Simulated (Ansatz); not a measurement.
## Fe₃Rh: the change of energy above lowest point with volume scale

Free energy against uniform scaling of the volume at fixed shape and fractions; periodic cell, basis, potentials, k mesh and filling as listed. The results are calculated, by Ansatz 0.2.0.

The cell before it is scaled or strained (space group Fm-3m, No. 225):
```
CELL_PARAMETERS angstrom
0.00000 2.93040 2.93040
2.93040 0.00000 2.93040
2.93040 2.93040 0.00000
ATOMIC_POSITIONS crystal
Fe 0.75000 0.75000 0.75000
Fe 0.25000 0.25000 0.25000
Fe 0.00000 0.00000 0.00000
Rh 0.50000 0.50000 0.50000
```

Settings of every row: functional PBEsol; dispersion none; potentials PAW; wave cutoff 435.38 eV; density cutoff 1741.5 eV; k mesh 7x7x7; k shift 0x0x0; occupations fermi dirac; smearing width 0.1 eV; spin collinear.

Limits: coarse k mesh, up to 40 meV an atom off; state may not be the lowest; the cell comes from a prototype or a list of computed structures and needn't be the stable phase.

| row | volume scale | V (Å³/atom) | energy above lowest point (meV/atom) |
| --- | --- | --- | --- |
| 1 | 0.9 | 11.324 | 36.7 |
| 2 | 0.925 | 11.638 | 12.2 |
| 3 | 0.95 | 11.953 | 0.5 |
| 4 | 0.975 | 12.267 | 0 |
| 5 | 1 | 12.582 | 9.3 |
| 6 | 1.025 | 12.897 | 27.2 |
| 7 | 1.05 | 13.211 | ? |
| 8 | 1.075 | 13.526 | 84.6 |
| 9 | 1.1 | 13.84 | 122.4 |

Question: what energy above lowest point should row 7 give?

Worked fit of energy above lowest point. Take u = (V_r/V)^(2/3) − 1 with V_r = 12.425 Å³ an atom, which is twice the finite (Eulerian) strain; such expansions in the strain, on which the Birch-Murnaghan equation of state is built, carry the rest volume and the bulk modulus. The shown rows have u = 0.06381, 0.04459, 0.02616, 0.00857, -0.00834, -0.02455, -0.05503, -0.06938. Least squares give energy above lowest point = 3.5 − 554 × u + 16774 × u² + 910 × u³ meV/atom; a parabola predicts inner rows, each left out in turn, worse (root mean square 0.07 against 0.033 meV/atom). All shown rows lie on it to the printed digit. The withheld row has u = -0.04007, so the fit gives 3.5 − 554 × (-0.04007) + 16774 × (-0.04007)² + 910 × (-0.04007)³ = 52.6 meV/atom.

The calculation gave 52.6 meV/atom. The fit meets it to the printed digit.
